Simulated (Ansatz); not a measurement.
## A series in volume scale on MnS

Results calculated with Ansatz 0.2.0, not measured. Free energy against uniform scaling of the volume at fixed shape and fractions; periodic cell, basis, potentials, k mesh and filling as listed.

The cell before it is scaled or strained (space group F-43m, No. 216):
```
CELL_PARAMETERS angstrom
0.00000 2.80000 2.80000
2.80000 0.00000 2.80000
2.80000 2.80000 0.00000
ATOMIC_POSITIONS crystal
Mn 0.00000 0.00000 0.00000
S 0.25000 0.25000 0.25000
```

Settings of every row: functional r2SCAN; dispersion none; potentials PAW; wave cutoff 550 eV; density cutoff 2200 eV; k mesh 9x9x9; k shift 0x0x0; occupations fermi dirac; smearing width 0.1 eV; spin collinear.

Hubbard:
```csv
element,shell,u (eV),j (eV)
Mn,d,3.9,0.9
```

Limits: state may not be the lowest; with one magnetic atom in the cell only parallel moments are possible.

```csv
row,volume scale,V (Å³/atom),pressure (GPa),energy above lowest point (meV/atom)
1,0.9,19.757,14.53,138.2
2,0.925,20.306,11.43,93.8
3,0.95,20.854,8.7,59.5
4,0.975,21.403,6.3,33.9
5,1,21.952,4.17,16
6,1.025,22.501,2.3,5
7,1.05,23.05,0.64,0
8,1.075,23.598,?,?
9,1.1,24.147,-2.12,5.5
```

Question: what pressure and energy above lowest point should row 8 give?

Worked fit of pressure. Take u = (V_r/V)^(2/3) − 1 with V_r = 21.678 Å³ an atom, which is twice the finite (Eulerian) strain; such expansions in the strain, on which the Birch-Murnaghan equation of state is built, carry the rest volume and the bulk modulus. The shown rows have u = 0.06381, 0.04455, 0.02617, 0.00855, -0.00834, -0.02454, -0.04009, -0.06938. Least squares give pressure = 5.2 + 125.65 × u + 307.1 × u² + 241 × u³ GPa; a parabola predicts inner rows, each left out in turn, worse (root mean square 0.018 against 0.0037 GPa). All shown rows lie on it to the printed digit. The withheld row has u = -0.05501, so the fit gives 5.2 + 125.65 × (-0.05501) + 307.1 × (-0.05501)² + 241 × (-0.05501)³ = -0.82 GPa.

The calculation gave -0.82 GPa. The fit meets it to the printed digit.

Worked fit of energy above lowest point. Take u = (V_r/V)^(2/3) − 1 with V_r = 21.678 Å³ an atom, which is twice the finite (Eulerian) strain; such expansions in the strain, on which the Birch-Murnaghan equation of state is built, carry the rest volume and the bulk modulus. The shown rows have u = 0.06381, 0.04455, 0.02617, 0.00855, -0.00834, -0.02454, -0.04009, -0.06938. Least squares give energy above lowest point = 24.02 + 1055.6 × u + 11434 × u² + 987 × u³ meV/atom; a parabola predicts inner rows, each left out in turn, worse (root mean square 0.076 against 0.026 meV/atom). All shown rows lie on it to the printed digit. The withheld row has u = -0.05501, so the fit gives 24.02 + 1055.6 × (-0.05501) + 11434 × (-0.05501)² + 987 × (-0.05501)³ = 0.4 meV/atom.

The calculation gave 0.4 meV/atom. The fit meets it to the printed digit.
